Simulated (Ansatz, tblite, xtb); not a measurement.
**How methods differ on C2H3ClGaN (SMILES [CH3][Ga]([Cl])[C]#N)**

The species is C2H3ClGaN (8 atoms), meant as a singlet with charge 0. As SMILES, `[CH3][Ga]([Cl])[C]#N`. The coordinates come from a PBE0-D4/def2-TZVP relaxation.

Each level gives the dipole moment (D). The values are calculated.

| level | kind | program | value (D) |
| --- | --- | --- | --- |
| GFN1-xTB | semi-empirical | tblite | 4.50 |
| IPEA1-xTB | semi-empirical | tblite | 5.06 |
| GFN2-xTB | semi-empirical | tblite | 4.29 |
| GFN0-xTB | semi-empirical | xtb | 5.41 |
| HF/STO-3G | Hartree–Fock | Ansatz | 3.51 |
| HF/3-21G | Hartree–Fock | Ansatz | 4.24 |
| HF/pcseg-1 | Hartree–Fock | Ansatz | 4.34 |
| HF/def2-SVP | Hartree–Fock | Ansatz | 4.13 |
| B3LYP/6-31G* (spherical functions) | global hybrid | Ansatz | 4.08 |
| B3LYP/6-31G* (Cartesian functions) | global hybrid | Ansatz | 4.07 |

All-electron rows without a relativistic Hamiltonian named are non-relativistic. The values span 3.51 to 5.41 D. Sets without polarisation functions give poor dipoles. Without the sets that lack polarisation functions the rows with a basis span only 4.07 to 4.34 D.

All levels describe a strongly polar molecule, as expected for three-coordinate gallium(III) bound to two electron-withdrawing ligands. Chloride and cyanide draw density away from the electropositive metal, and the cyanide nitrogen carries negative charge far from gallium, giving that charge a long lever arm. The methyl group, a better donor, leaves the opposite side relatively positive.

The low HF/STO-3G value probably reflects a minimal basis too rigid to describe this charge separation. B3LYP lies slightly below the polarised Hartree–Fock results, in line with the usual tendency of Hartree–Fock to exaggerate bond polarity. However, the gap between HF/def2-SVP and B3LYP is smaller than that between the two polarised HF sets, so no correlation effect can be isolated. Among the tight-binding models, only GFN2-xTB falls within the polarised-basis range; GFN0-xTB, at 5.41 D, probably overstates the charge transfer because its charges do not relax self-consistently. These monomer dipoles do not carry over to condensed phases, where cyanide bridging to the Lewis-acidic gallium would redistribute the charge.
